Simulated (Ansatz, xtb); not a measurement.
# Relative energy of two isomers of C6H6OSi

We compare I, `C#C[Si]1(O)C=CC=C1`, a singlet, with II, `C#CC1=C[Si@H](O)C=C1`, a singlet. Both are isolated molecules in the gas phase, relaxed with PBE-D3(BJ)/def2-SVP; the shapes shown needn't be the lowest conformers.

I (Å):

```json
{"atom": "C", "x (Å)": "-0.9118", "y (Å)": "3.1502", "z (Å)": "-2.2610"}
{"atom": "C", "x (Å)": "-0.8566", "y (Å)": "2.0914", "z (Å)": "-1.6377"}
{"atom": "C", "x (Å)": "-1.9933", "y (Å)": "0.3264", "z (Å)": "0.6672"}
{"atom": "C", "x (Å)": "-2.8408", "y (Å)": "-0.6672", "z (Å)": "0.2907"}
{"atom": "C", "x (Å)": "-2.5668", "y (Å)": "-1.3404", "z (Å)": "-1.0127"}
{"atom": "C", "x (Å)": "-1.4892", "y (Å)": "-0.9081", "z (Å)": "-1.7196"}
{"atom": "O", "x (Å)": "0.8344", "y (Å)": "0.3020", "z (Å)": "-0.1521"}
{"atom": "Si", "x (Å)": "-0.7373", "y (Å)": "0.4993", "z (Å)": "-0.7154"}
{"atom": "H", "x (Å)": "-0.9666", "y (Å)": "4.0836", "z (Å)": "-2.8064"}
{"atom": "H", "x (Å)": "1.5245", "y (Å)": "0.5892", "z (Å)": "-0.7751"}
{"atom": "H", "x (Å)": "-2.1072", "y (Å)": "0.8900", "z (Å)": "1.6035"}
{"atom": "H", "x (Å)": "-3.7065", "y (Å)": "-0.9923", "z (Å)": "0.8938"}
{"atom": "H", "x (Å)": "-3.2384", "y (Å)": "-2.1479", "z (Å)": "-1.3534"}
{"atom": "H", "x (Å)": "-1.2130", "y (Å)": "-1.3279", "z (Å)": "-2.6973"}
```

II (Å):

```xyz
14

C    -1.0552    2.2760   -3.6882
C    -1.2472    1.5989   -2.6831
C    -1.4581    0.7811   -1.5344
C    -1.9297    1.2291   -0.3256
C    -1.3660   -1.4270   -0.4957
C    -1.1532   -0.6922   -1.6154
O    -1.2511   -0.1756    2.2861
Si   -2.0677   -0.2647    0.8161
H    -0.8911    2.8847   -4.5665
H    -2.1874    2.2855   -0.1669
H    -3.4772   -0.5887    1.2112
H    -0.3060    0.0440    2.2074
H    -1.1797   -2.5104   -0.4646
H    -0.7811   -1.0971   -2.5718
```

Energies in hartree; the thermal terms are from GFN2-xTB frequencies at re-optimised GFN2-xTB minima (ideal gas, soft modes damped towards free rotors, one conformer each, 298.15 K, 1 atm) and include the zero-point energy:

|  | I | II |
| --- | --- | --- |
| E, CCSD(T)/def2-SVP | −595.269261 | −595.258433 |
| E, MP2/def2-SVP | −595.172630 | −595.162457 |
| E, MP2/def2-TZVPP | −595.871340 | −595.856298 |
| zero-point energy | 0.096391 | 0.094258 |
| H(298 K) − E | 0.106528 | 0.104141 |
| G(298 K) − E | 0.062478 | 0.060891 |

Problem. Correct the CCSD(T) difference for the basis set by the MP2 change, then work out ΔE, ΔE₀, ΔH and ΔG for I → II in kcal/mol (1 Eh = 627.51 kcal/mol) and the equilibrium ratio [II]/[I].

Solution. 1. Differences II − I: CCSD(T) +0.010828, MP2 in the small set +0.010173, MP2 in the large set +0.015042 Eh.
2. ΔE = +0.010828 + (+0.015042 − (+0.010173)) = +0.015697 Eh = +9.85 kcal/mol.
3. ΔE₀ = ΔE + ΔZPE = +0.015697 + (−0.002133) Eh = +8.51 kcal/mol.
4. ΔH = ΔE + (−0.002387) Eh = +8.35 kcal/mol.
5. ΔG = ΔE + (−0.001587) Eh = +8.85 kcal/mol, so ΔS = (ΔH − ΔG)/T = −7.0 J/(mol K).
6. kT = 0.9442 mEh, so K = [II]/[I] = exp(−ΔG/kT) = exp(−14.94) ≈ 3.2 × 10^−7.

Structure I is favoured at this temperature. An error of 1 kcal/mol in ΔG would change K by a factor of 5.4. The basis-set step is large, which makes the value less sure. GFN2-xTB gave ΔE the other sign. Mirror images and further conformers aren't counted.

As drawn, II has 1 C–C, 1 Si–H in place of 1 C–Si, 1 C–H.

Other levels gave ΔE = −13.4 (GFN2-xTB); +10.4 (HF/STO-3G, GFN2-xTB geometries); +6.4 (r2SCAN-D4/def2-SVP, GFN2-xTB geometries); +4.9 (PBE-D3(BJ)/def2-SVP); +9.2 (HF/def2-SVP); +6.4 (MP2/def2-SVP); +6.8 (CCSD(T)/def2-SVP) kcal/mol. The correlated steps freeze 12 core orbitals. Programs: Ansatz 0.2.0, xtb 6.7.1.

The preference for I is essentially enthalpic and follows from which element carries the hydrogen. Going to II exchanges a ring C–H and an Si–alkynyl bond for an Si–H and a C–C bond. C–H is considerably stronger than Si–H, while the bond from electropositive silicon to the electronegative sp carbon is strong and polar. II gains conjugation between the ethynyl group and the ring diene, but this evidently doesn't make up for the exchange. The softer Si–H stretching and bending modes probably account for most of the lower zero-point energy of II, which trims the gap from +9.85 to +8.51 kcal/mol without threatening the order.

In the small basis, MP2 and CCSD(T) nearly coincide, at +6.4 and +6.8 kcal/mol, so the ordering doesn't hinge on correlation beyond second order. The outlying sign from GFN2-xTB probably reflects its parametrised balance between bonds to silicon and bonds to carbon. The ratio describes thermodynamic equilibrium only: moving the ethynyl group from silicon to carbon requires breaking strong bonds, and no barrier was computed, so II could well persist once made.
